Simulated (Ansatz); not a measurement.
## V: energy change per atom and pressure as volume scale varies

Plane-wave DFT, scalar-relativistic PAW made under PBE with cores redone for the functional, no dispersion; the given relaxed cell is scaled uniformly, energy at zero smearing counts from the unscaled cell, pressure at the given Fermi-Dirac smearing is positive in compression. The results are calculated, by Ansatz 0.2.0.

The cell before it is scaled or strained (space group P6/mmm, No. 191):
```
CELL_PARAMETERS angstrom
4.50930 0.00000 0.00000
-2.25460 3.90520 0.00000
0.00000 0.00000 2.40100
ATOMIC_POSITIONS crystal
V 0.00000 0.00000 0.00000
V 0.33333 0.66667 0.50000
V 0.66667 0.33333 0.50000
```

Settings of every row: spin polarised no; functional BLYP; wave cutoff 420 eV; smearing width 0.1 eV; k mesh 9x9x15.

Atom starting moment: 0 on all atoms.

Limits: the cell comes from a prototype or a list of computed structures and needn't be the stable phase.

| row | volume scale | V (Å³/atom) | energy change per atom (meV) | pressure (GPa) |
| --- | --- | --- | --- | --- |
| 1 | 0.88 | 12.402 | 120.71 | 26.36 |
| 2 | 0.92 | 12.966 | 48.64 | 15.72 |
| 3 | 0.96 | 13.53 | ? | ? |
| 4 | 1.04 | 14.657 | 12.21 | -5.93 |
| 5 | 1.08 | 15.221 | 42.98 | -10.7 |
| 6 | 1.12 | 15.785 | 88.91 | -14.6 |

Question: what energy change per atom and pressure should row 3 give?

Worked fit of energy change per atom. Take u = (V_r/V)^(2/3) − 1 with V_r = 14.657 Å³ an atom, which is twice the finite (Eulerian) strain; such expansions in the strain, on which the Birch-Murnaghan equation of state is built, carry the rest volume and the bulk modulus. The shown rows have u = 0.11781, 0.08516, 0, -0.02486, -0.04823. Least squares give energy change per atom = 12.235 − 860.445 × u + 15120.35 × u² meV; a straight line predicts inner rows, each left out in turn, worse (root mean square 43 against 0.044 meV). The rows lie off it by -0.01, 0.02, -0.02, 0.01, 0.00. Its lowest point lies at u = 0.0285, or V = 14.05 Å³ an atom, and the curvature there gives the bulk modulus at fixed shape and fractions, B = (4/9)(1 + u)² E″(u)/V = 162 GPa. Letting shape and atoms relax would as a rule lower it, by much in layered, chain or molecular crystals. The withheld row has u = 0.05479, so the fit gives 12.235 − 860.445 × (0.05479) + 15120.35 × (0.05479)² = 10.48 meV.

The calculation gave 10.46 meV. The fit lies 0.02 meV (0.018 % of the column's range) above it; its largest miss of a shown row is 0.02 meV.

Worked fit of pressure. Take u = (V_r/V)^(2/3) − 1 with V_r = 14.657 Å³ an atom, which is twice the finite (Eulerian) strain; such expansions in the strain, on which the Birch-Murnaghan equation of state is built, carry the rest volume and the bulk modulus. The shown rows have u = 0.11781, 0.08516, 0, -0.02486, -0.04823. Least squares give pressure = −5.958 + 206.246 × u + 575.32 × u² GPa; a straight line predicts inner rows, each left out in turn, worse (root mean square 1.6 against 0.081 GPa). The rows lie off it by 0.04, -0.06, 0.03, 0.03, -0.03 (root mean square 0.04 GPa). The pressure vanishes at u = 0.0269, or V = 14.09 Å³ an atom, and there the bulk modulus at fixed shape and fractions is B = −V dP/dV = (2/3)(1 + u) dP/du = 162 GPa. Letting shape and atoms relax would as a rule lower it, by much in layered, chain or molecular crystals. The withheld row has u = 0.05479, so the fit gives −5.958 + 206.246 × (0.05479) + 575.32 × (0.05479)² = 7.07 GPa.

The calculation gave 7.02 GPa. The fit lies 0.05 GPa (0.12 % of the column's range) above it; its largest miss of a shown row is 0.06 GPa.
